**Q.** I have seven pairs of isomers of one anion, CH₅BN⁻, each computed at two cheap levels and with a density functional. I want to discard the poor isomers cheaply and keep the functional for the rest. How wide must a cheap margin be before I can trust it?

Electronic energy of the second isomer less that of the first for pairs of isolated CH₅BN⁻ anions (charge −1, singlets), calculated with Ansatz 0.2.0 and xtb 6.7.1. The levels are HF/STO-3G, GFN2-xTB and, as the functional level, r2SCAN-D4/def2-SVPD, all at geometries relaxed with GFN2-xTB.

```
    system                        first isomer                             second isomer  at hf sto 3g (kcal/mol)  at gfn2 xtb (kcal/mol)  at functional level (kcal/mol)
CH5BN #056  CH3(1) BH2(2) N(3); links 1-3, 2-3       CH2(1) BH(2) NH2(3); links 1-2, 2-3                    8.480                  26.140                          -5.590
CH5BN #053  CH(1) BH3(2) NH(3); links 1-2, 1-3        CH3(1) BH2(2) N(3); links 1-3, 2-3                    4.870                  -7.890                          -3.970
CH5BN #15f  CH2(1) BH3(2) N(3); links 1-3, 2-3        CH(1) BH3(2) NH(3); links 1-2, 1-3                    5.540                   5.700                          -0.740
CH5BN #16f  CH2(1) BH3(2) N(3); links 1-3, 2-3  CH2(1) BH2(2) NH(3); links 1-2, 1-3, 2-3                    1.870                   6.050                           4.180
CH5BN #32e  CH3(1) BH2(2) N(3); links 1-3, 2-3        CH2(1) BH3(2) N(3); links 1-3, 2-3                  -10.410                   2.190                           4.710
CH5BN #b04  CH(1) BH3(2) NH(3); links 1-2, 1-3  CH2(1) BH2(2) NH(3); links 1-2, 1-3, 2-3                   -3.670                   0.350                           4.920
CH5BN #fbd  CH3(1) BH(2) NH(3); links 1-2, 2-3       CH2(1) BH(2) NH2(3); links 1-2, 2-3                   16.520                  19.800                           7.110
```

**A.** Read the sign first. Each entry is the energy of the second isomer less that of the first, so a positive value means that the second lies higher. I'll call the difference between a cheap level and the functional its miss; the functional is our yardstick here, and it is a calculation too. What would you expect of the misses?

**Q.** That they matter only in near ties. If two isomers are almost equal in energy, any small error can swap them, whereas a wide margin should be safe. Pair #15f looks just like that: the functional separates its isomers by only 0.7 kcal/mol, and both cheap levels have the opposite sign.

**A.** For #15f that is reasonable. Relaxing both shapes with the functional changes its difference from −0.7 to −2.3 kcal/mol, and zero-point energy is still left out, so I wouldn't rank those two even with the functional. Now test the other limit, the widest margin that GFN2-xTB gives anywhere.

**Q.** That is pair #056. GFN2 puts CH₂=BH–NH₂⁻ 26 kcal/mol above CH₃–N=BH₂⁻, and the functional puts it 5.6 below. So the most confident verdict is one of the wrong ones. Could the shapes be to blame, since they come from GFN2?

**A.** When both shapes are relaxed with the functional, the difference becomes −5.9 kcal/mol, so the reversal stays. Your near-tie idea treats a miss as random noise of a few kcal/mol, and this one is about 32. Think instead about what a difference does to errors. If a method puts both isomers too high by the same amount, the error cancels; if only one isomer has the feature that the method handles badly, the whole error survives.

**Q.** Then I should look for the feature. Boron is the odd element here, so I'd blame its number of neighbours. It has three in CH₃–N=BH₂⁻ and four in a borate such as H₃B–N=CH₂⁻.

**A.** Two pairs separate that effect from others. In #32e boron goes from three neighbours to four, and GFN2 misses by only 2.5 kcal/mol. In #056 boron has three neighbours on both sides, and there GFN2 has its largest miss. What does change in #056?

**Q.** The order of the chain. The first isomer has carbon bound to nitrogen; in the second, boron sits between them and the C–N link is gone. Perhaps GFN2 simply dislikes a C–B link?

**A.** Look at the isomers that have a C–B link and keep C–N as well. One is H₃B–CH=NH⁻, the other the three-membered ring, where boron touches both carbon and nitrogen. Measured from CH₃–N=BH₂⁻, their GFN2 misses are 3.9 and −0.7 kcal/mol. A C–B link by itself is therefore not enough to cause the large miss.

**Q.** And is there a second anion without the C–N link, or does all this hang on one?

**A.** There is CH₃–BH–NH⁻, the first isomer of #fbd. The pairs share isomers, so you can add their differences and place all six anions on one ladder. GFN2 puts this one 19 kcal/mol too high on the same scale. Both anions without a C–N link are thus far too high, while the other four stay close together.

**Q.** Can I turn that into a number?

**A.** Give every anion without the C–N link one common miss, and every anion with it another. The averages are $(31.7+19.0)/2\approx25.4$ and $(0+3.9-2.5-0.7)/4\approx0.2$ kcal/mol. Their difference, $s\approx25.2$ kcal/mol, is the error to expect when a pair loses the link:

$$\Delta E_{\text{functional}}\approx\Delta E_{\text{GFN2}}-s\,\Delta n .$$

Here $\Delta E$ is the energy of the second isomer less the first, and $\Delta n$ is 1 if the link is lost, 0 if both isomers agree in this respect and −1 if it is gained.

**Q.** For #056 I get $26.1-25.2=0.9$ kcal/mol. The functional says −5.6, so the sign is still wrong.

**A.** Yes, even though this pair helped to fix $s$. The model accounts for most of the error in #056, but for none of the 13 kcal/mol by which GFN2 misses #fbd, where both isomers lack the link. It doesn't replace the better calculation. Sorting the six anions by the C–N link lowers the typical scatter of the GFN2 misses from 12.6 to 4.1 kcal/mol; sorting by boron's neighbours leaves 9.4. The printout below has these comparisons, and the classes were chosen with the data in view.

**Q.** Why should GFN2 put these two so high? Does it fail to see the C=B double bond?

**A.** These results can't settle that. The shape of CH₂=BH–NH₂⁻ relaxed with GFN2 is read as having a C=B double bond, but that is a label for the structure and doesn't measure how GFN2 describes the bond. What the comparison does show is that GFN2 puts the energy too high relative to the functional. My guess is that its fitted parameters balance the trade of a C–N link for a C–B link badly in such anions. The table shows where the error sits, not which parameter makes it. In both anions boron also has three neighbours and sits between carbon and nitrogen, so the missing C–N link may only mark that whole pattern.

**Q.** So my idea about boron's neighbours was simply wrong?

**A.** As the whole story for GFN2, yes. Now try it on Hartree–Fock in the minimal STO-3G basis, which has the wrong sign in five of the seven pairs. There the anions with three-neighbour boron lie on average 20 kcal/mol too high relative to those with four. Sorting by neighbours leaves a scatter of 4.9 kcal/mol and sorting by the C–N link 6.1, so your idea leads, but narrowly.

**Q.** What would make the number of neighbours matter there?

**A.** Take two extremes for the extra negative charge. If it is spread over several B–H bonds, as in a borate, no single region needs much room. If it is concentrated in a lone pair or a π pair, that pair wants to expand, and STO-3G has only functions of fixed, compact size. The energy then comes out too high. This is the standard weakness of small basis sets for anions, but method and basis change together between our columns, so its share here is argued and not measured. Nor does the picture cover every case: the ring has only two B–H bonds, as many as CH₃–N=BH₂⁻, yet Hartree–Fock puts it 17 kcal/mol too low relative to that anion.

**Q.** Then a wide margin alone tells me little. How should I screen?

**A.** Sort the candidates by which atoms are linked before you compare cheap energies, and send the best of each group to the functional. GFN2 alone would pick CH₃–N=BH₂⁻ from these six. Taking its best anion with a C–N link and its best without one also brings in CH₃–BH–NH⁻, which the functional puts lowest, by 12.7 kcal/mol against GFN2's choice. Within a group, keep every competitor that isn't far above the best. Both isomers of #15f have the C–N link and still come out in the wrong order, and #fbd shows that an error inside a group can reach 13 kcal/mol. The grouping was found on these same six anions, so in another family test a few members of each group with the functional first.

Numerical output:

```
Miss of each cheap level against the functional level in kcal/mol:
         row  HF STO-3G miss  GFN2 miss
  CH5BN #056           14.07      31.73
  CH5BN #053            8.84      -3.92
  CH5BN #15f            6.28       6.44
  CH5BN #16f           -2.31       1.87
  CH5BN #32e          -15.12      -2.52
  CH5BN #b04           -8.59      -4.57
  CH5BN #fbd            9.41      12.69
Pairs with wrong sign in GFN2: 2
Pairs with wrong sign in HF STO-3G: 5
Widest GFN2 margin that has the wrong sign [kcal/mol]: 26.14
CH3-BH-NH height at functional level [kcal/mol]: -12.7
CH3-BH-NH height in GFN2 [kcal/mol]: 6.34
CH3-BH-NH height in HF STO-3G [kcal/mol]: -8.04
Ring height at functional level [kcal/mol]: 8.89
Ring height in GFN2 [kcal/mol]: 8.24
Ring height in HF STO-3G [kcal/mol]: -8.54
CH3-BH-NH miss in GFN2 [kcal/mol]: 19.04
Ring miss in GFN2 [kcal/mol]: -0.65
CH3-BH-NH miss in HF STO-3G [kcal/mol]: 4.66
Ring miss in HF STO-3G [kcal/mol]: -17.43
GFN2 rms left with one class for all six anions [kcal/mol]: 12.58
GFN2 rms left with classes by boron neighbours [kcal/mol]: 9.417
GFN2 rms left with classes by C-N link [kcal/mol]: 4.134
HF STO-3G rms left with one class for all six anions [kcal/mol]: 11.14
HF STO-3G rms left with classes by boron neighbours [kcal/mol]: 4.869
HF STO-3G rms left with classes by C-N link [kcal/mol]: 6.145
GFN2 mean miss without C-N link less that with it [kcal/mol]: 25.2
HF STO-3G mean miss with three boron neighbours less that with four [kcal/mol]: 20.04
Pair 056 relaxed with r2SCAN [kcal/mol]: -5.9
Pair 053 relaxed with r2SCAN [kcal/mol]: -1.783
Pair 15f relaxed with r2SCAN [kcal/mol]: -2.31
Pair 32e relaxed with r2SCAN [kcal/mol]: 4.093
```
